Boron phosphide, BP, is computed here with six sets of potentials, each of which stands in for the core electrons in its own way. The column "gap" is the smallest energy between filled and empty states anywhere on the mesh of crystal momenta. The "direct gap" is the smallest one at a single momentum.

ABINIT calculations with the PBE functional for zinc-blende BP (2-atom cell, edges 3.209 Å, not relaxed), without spin polarisation or spin-orbit coupling. All runs use an 8×8×8 k mesh and Fermi-Dirac smearing of 0.05 eV. "Basis" is the plane-wave cutoff, both gaps are taken on the k mesh, and NC marks norm-conserving potentials.

| potentials | basis | gap (eV) | direct gap (eV) |
| --- | --- | --- | --- |
| JTH PAW PBE v2.0 | 408 eV | 1.273 | 3.402 |
| Ansatz NC PBE | 980 eV | 1.275 | 3.403 |
| SPMS NC PBE v1.0 | 816 eV | 1.280 | 3.406 |
| PseudoDojo NC SR PBE v0.4 stringent | 925 eV | 1.281 | 3.407 |
| PseudoDojo NC SR PBE v0.4.1 standard | 1034 eV | 1.281 | 3.407 |
| SG15 NC PBE v1.2 | 925 eV | 1.304 | 3.426 |

### Which of the two gaps is larger, and why?

The direct gap is larger, by about 2.1 eV in every row, so BP is an indirect semiconductor. The highest filled states sit at the zone centre and are bonding combinations of p orbitals. The lowest empty states at that point are the antibonding partners, and they lie high because the short B–P bond splits the two strongly.

Away from the centre, towards the zone-boundary point X, the symmetry is lower. The antibonding p states can now mix with still higher empty states, which helps to push the lowest empty branch down. Silicon and diamond have their conduction minimum on the line to X, and the same is expected for BP, though the table does not say where the minimum lies.

### The raw valence edges differ by 1.7 eV between the runs. Why do the gaps agree so well?

An infinite crystal has no vacuum level inside it, so the zero of energy is a convention that depends on the potentials. Changing the potentials can lift all levels together without changing the crystal. A gap is a difference between two levels of the same run, and such a common lift drops out of it. Never take a band offset or an ionisation energy from raw edges of different runs; those need a common reference, such as a surface or interface calculation.

### Does a higher cutoff mean a better gap?

Not across different kinds of potential. The cutoff sets the shortest plane wave in the basis, and how short it must be depends on how sharply the valence waves vary near the nuclei. Norm-conserving potentials must keep the right amount of charge there, which for the compact 2p shell of boron takes short waves. The PAW method adds that charge back separately, so its waves may be smoother. The JTH PAW run has at most half the cutoff of any other row, yet its gap lies only 8 meV below that of PseudoDojo stringent.

### What does a larger basis change, then?

The two PseudoDojo rows come closest to a test. Their total energies differ by less than 2 meV per cell, which suggests that the two sets are nearly the same potentials. Between them the cutoff rises by 109 eV and the printed gap stays at 1.281 eV, while the pressure rises by 0.09 GPa.

The pressure is more sensitive for a known reason. When the cell is stretched with a fixed number of plane waves, each wave becomes longer and the basis coarser. The energy rises artificially, as if the crystal were pulling inwards, and the pressure comes out too low. In the gap, much of the basis error is common to filled and empty states and cancels. Converge the quantity that you need, separately for each set of potentials.

### Why does SG15 stand apart?

Its gap is 23 meV above that of PseudoDojo stringent, at the same cutoff and on the same crystal. Measured from the valence top, its direct gap and its lowest valence level are also higher, by 19 and 20 meV. The printout below lists these shifts for every row. Three levels of different character have moved by nearly the same amount, so the shortest description is that the valence top itself has moved down against the rest.

A possible cause is the treatment of the core. The exchange-correlation energy is not linear in the density, so core and valence contributions cannot simply be added where the two overlap. The nonlinear core correction repairs this, and SG15 potentials do without it. No run here isolates that effect; the test would be one recipe for the potentials, used with and without the correction.

### How much could a finer mesh change the gap?

The conduction minimum need not fall on a mesh point. If it lies between two of them, the printed gap is too large by the energy between the true minimum and the nearest point. Near the minimum the band is roughly a parabola,

$$\Delta E = \frac{\hbar^2 q^2}{2m},$$

where $q$ is the distance to the nearest mesh point and $m$ the effective mass along the line.

The cubic cell edge is $a \approx 4.5$ Å, so the line from the centre to X is $2\pi/a \approx 1.4$ Å⁻¹ long. The mesh divides it into four steps, and the worst case is half a step, $q \approx 0.17$ Å⁻¹. With a rough mass of one electron mass, $\hbar^2/2m \approx 3.8$ eV Å², and

$$\Delta E \approx 3.8 \times 0.17^2 \approx 0.1\ \text{eV}.$$

This is a worst case in order of magnitude, not a correction to apply, because the actual error depends on where the minimum falls. It may still exceed the whole spread of 31 meV between the potentials. The rows hide it because they share the mesh and should have nearly the same band shape. To remove it, compute the bands on a fine line from the centre to X, using the converged density.

### Which digits can be trusted?

That depends on what the gap is compared with. As a statement about these potentials, 1.3 eV holds in every row. The second decimal is good to about one unit if SG15 is set aside, and the third belongs to the individual run. As the PBE gap of BP, even the first decimal is open until the mesh error is removed.

As a prediction of the measured gap, roughly 2 eV, the result is about 0.7 eV too small, more than twenty times the spread between the potentials. A finer mesh could lower the computed gap further. Spin-orbit coupling would do so too, because it splits the valence top and raises its upper part slightly. The shortfall is the familiar one of PBE: its potential lacks the jump that the exact one makes when an electron is added to the filled crystal. Choose the potentials for consistency and cost, and turn to a hybrid functional or a $GW$ calculation when the size of the gap matters.

Output of the analysis:

```
Levels against the valence top, shift from PseudoDojo stringent in meV:
                                   row  gap  direct gap  lowest valence level
                      JTH PAW PBE v2.0   -8          -5                   -20
                         Ansatz NC PBE   -6          -4                     0
                      SPMS NC PBE v1.0   -1          -1                     3
   PseudoDojo NC SR PBE v0.4 stringent    0           0                     0
  PseudoDojo NC SR PBE v0.4.1 standard    0           0                     0
                      SG15 NC PBE v1.2   23          19                    20
Direct gap less gap in eV:
                                   row  difference
                      JTH PAW PBE v2.0       2.129
                         Ansatz NC PBE       2.128
                      SPMS NC PBE v1.0       2.126
   PseudoDojo NC SR PBE v0.4 stringent       2.126
  PseudoDojo NC SR PBE v0.4.1 standard       2.126
                      SG15 NC PBE v1.2       2.122
Spread of the gap over all six rows in meV: 31
Spread of the gap without SG15 in meV: 8
Spread of the direct gap without SG15 in meV: 5
Spread of direct gap less gap over all six rows in meV: 7
Spread of the raw valence edges in eV: 1.721
Lowest norm-conserving cutoff over the JTH cutoff: 2
PseudoDojo standard less stringent, cutoff in eV: 108.8
PseudoDojo standard less stringent, pressure in GPa: 0.09164
PseudoDojo standard lies lower in total energy by, in meV per cell: 1.62
Half a mesh step on the line to X in 1/angstrom: 0.1731
Mesh error of the gap at worst, order of magnitude in eV: 0.1141
Rough shortfall of PBE against the measured gap in eV: 0.7195
Rough shortfall over the spread of all six rows: 23.21
```
